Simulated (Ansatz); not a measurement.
A series in volume per atom on SnSe

Periodic Kohn-Sham DFT of a crystal at fixed atoms; pressure and stress are positive in compression; the energy is the free energy less that of spherical unpolarised free atoms; site moments are those in the method's own spheres, positive along +z. The results are calculated, by Ansatz 0.2.0.

Cell of the first row (space group Fm-3m, No. 225):
```
CELL_PARAMETERS angstrom
0.00000 2.94860 2.94860
2.94860 0.00000 2.94860
2.94860 2.94860 0.00000
ATOMIC_POSITIONS crystal
Sn 0.00000 0.00000 0.00000
Se 0.50000 0.50000 0.50000
```

Settings of every row: method frozen-core PAW; functional PBEsol; relativity scalar; k mesh 7x7x7; filling fermi-dirac; smearing width 0.01 eV; wave cutoff 420 eV; paw set soft_2.

Atom start moment: 0 on all atoms.

Limits: PAW files made with PBE.

| row | volume per atom (Å³) | pressure (GPa) |
| --- | --- | --- |
| 1 | 25.635 | 1.488 |
| 2 | 26.18 | 0.237 |
| 3 | 26.725 | -0.887 |
| 4 | 26.998 | -1.404 |
| 5 | 27.271 | ? |
| 6 | 27.544 | -2.357 |
| 7 | 27.816 | -2.796 |
| 8 | 28.362 | -3.604 |
| 9 | 28.907 | -4.326 |

Question: what pressure should row 5 give?

Worked fit of pressure. Take u = (V_r/V)^(2/3) − 1 with V_r = 27.271 Å³ an atom, which is twice the finite (Eulerian) strain; such expansions in the strain, on which the Birch-Murnaghan equation of state is built, carry the rest volume and the bulk modulus. The shown rows have u = 0.04211, 0.02759, 0.01357, 0.00673, -0.00662, -0.01311, -0.02581, -0.0381. Least squares give pressure = −1.8939 + 71.453 × u + 204.93 × u² + 132 × u³ GPa; a parabola predicts inner rows, each left out in turn, worse (root mean square 0.0023 against 0.00098 GPa). The rows lie off it by 0.000, 0.001, -0.001, 0.000, 0.001, 0.000, 0.000, 0.000. The pressure vanishes at u = 0.0247, or V = 26.29 Å³ an atom, and there the bulk modulus at fixed shape and fractions is B = −V dP/dV = (2/3)(1 + u) dP/du = 55.9 GPa. The withheld row has u = 0, so the fit gives −1.8939 + 71.453 × (0) + 204.93 × (0)² + 132 × (0)³ = -1.894 GPa.

The calculation gave -1.894 GPa. The fit meets it to the printed digit.
